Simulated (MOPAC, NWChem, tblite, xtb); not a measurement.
How methods differ on SbCl3 (antimony trichloride)

SbCl3: 4 atoms, total charge 0, spin state singlet. SMILES: `[Cl][Sb]([Cl])[Cl]`. The coordinates come from a PBE0-D4/def2-TZVP relaxation.

| atom | x (Å) | y (Å) | z (Å) |
| --- | --- | --- | --- |
| Cl | 0.4866 | 0.2837 | 1.9650 |
| Sb | 0.8059 | -0.2239 | -0.2908 |
| Cl | -0.9439 | -1.7527 | -0.5125 |
| Cl | -0.2930 | 1.6325 | -1.1821 |

Each level gives the dipole moment (D). The values are calculated.

| level | kind | program | value (D) |
| --- | --- | --- | --- |
| GFN1-xTB | semi-empirical | tblite | 5.25 |
| IPEA1-xTB | semi-empirical | tblite | 5.78 |
| PM7 | semi-empirical | MOPAC | 3.94 |
| GFN0-xTB | semi-empirical | xtb | 5.83 |
| HF/STO-3G | Hartree–Fock | NWChem | 2.86 |
| HF/3-21G | Hartree–Fock | NWChem | 4.22 |
| HF/def2-SVP (core potential) | Hartree–Fock | NWChem | 3.13 |
| BLYP/3-21G | GGA | NWChem | 3.30 |
| M06-2X/def2-SVP (core potential) | hybrid meta-GGA | NWChem | 2.89 |
| PBE0/def2-SVP (core potential) | global hybrid | NWChem | 2.78 |

All-electron rows without a relativistic Hamiltonian named are non-relativistic, while core potentials hold scalar relativity, so basis and relativity change together. The values span 2.78 to 5.83 D. Magnitudes only. Sets without polarisation functions give poor dipoles.

All ten levels give SbCl3 a substantial dipole, as expected for a pyramidal molecule with polar Sb–Cl bonds. Chlorine draws density from antimony, and the three bond moments add along the molecular axis. The antimony lone pair opposes them, but its largely 5s character limits the cancellation. The total therefore depends on both the charge transfer and the shape of the lone pair.

In the two basis sets that allow a direct comparison, Hartree–Fock gives the larger dipole: 4.22 against 3.30 D for BLYP in 3-21G, and 3.13 against 2.89 and 2.78 D for the two hybrids in def2-SVP, probably because mean-field exchange without correlation makes the bonds too ionic. The three xTB variants lie above every other row, while PM7 falls within the Hartree–Fock range. The closeness of HF/STO-3G to the def2-SVP results is no sign of accuracy, since a minimal basis restricts both charge transfer and polarisation. Whether the def2-SVP values would hold with added diffuse functions remains untested.
